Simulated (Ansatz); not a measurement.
Pt3Rh: energy above lowest point against volume scale

Results calculated with Ansatz 0.2.0, not measured. Free energy against uniform scaling of the volume at fixed shape and fractions; periodic cell, basis, potentials, k mesh and filling as listed.

The cell before it is scaled or strained (space group Pm-3m, No. 221):
```
CELL_PARAMETERS angstrom
3.90990 0.00000 0.00000
0.00000 3.90990 0.00000
0.00000 0.00000 3.90990
ATOMIC_POSITIONS crystal
Rh 0.50000 0.50000 0.50000
Pt 0.50000 0.00000 0.00000
Pt 0.00000 0.50000 0.00000
Pt 0.00000 0.00000 0.50000
```

Settings of every row: functional PBEsol; dispersion none; potentials PAW; wave cutoff 470 eV; density cutoff 1880 eV; k mesh 6x6x6; k shift 0x0x0; occupations fermi dirac; smearing width 0.01 eV; spin none; xc grid level 3.

Limits: coarse k mesh, up to 40 meV an atom off; no spin-orbit coupling, which can matter with elements this heavy; the cell comes from a prototype or a list of computed structures and needn't be the stable phase.

```
row  volume scale  V (Å³/atom)  energy above lowest point (meV/atom)
  1           0.9       13.449                                 106.1
  2         0.925       13.822                                  47.4
  3          0.95       14.196                                  13.2
  4         0.975       14.569                                     0
  5             1       14.943                                     ?
  6         1.025       15.317                                  24.6
  7          1.05        15.69                                  57.5
  8         1.075       16.064                                 101.1
  9           1.1       16.437                                 153.7
```

Question: what energy above lowest point should row 5 give?

Worked fit of energy above lowest point. Take u = (V_r/V)^(2/3) − 1 with V_r = 14.943 Å³ an atom, which is twice the finite (Eulerian) strain; such expansions in the strain, on which the Birch-Murnaghan equation of state is built, carry the rest volume and the bulk modulus. The shown rows have u = 0.07275, 0.05336, 0.03478, 0.01704, -0.01635, -0.032, -0.04708, -0.06155. Least squares give energy above lowest point = 4.79 − 763.4 × u + 28168 × u² + 20276 × u³ meV/atom; a parabola predicts inner rows, each left out in turn, worse (root mean square 1.6 against 0.12 meV/atom). The rows lie off it by 0.0, 0.1, 0.0, -0.1, -0.1, 0.1, 0.0, -0.1. Its lowest point lies at u = 0.0134, or V = 14.65 Å³ an atom, and the curvature there gives the bulk modulus at fixed shape and fractions, B = (4/9)(1 + u)² E″(u)/V = 289 GPa. The withheld row has u = 0, so the fit gives 4.79 − 763.4 × (0) + 28168 × (0)² + 20276 × (0)³ = 4.8 meV/atom.

The calculation gave 4.7 meV/atom. The fit lies 0.1 meV/atom (2.1 % of the value, 0.065 % of the column's range) above it, one unit of the last digit.
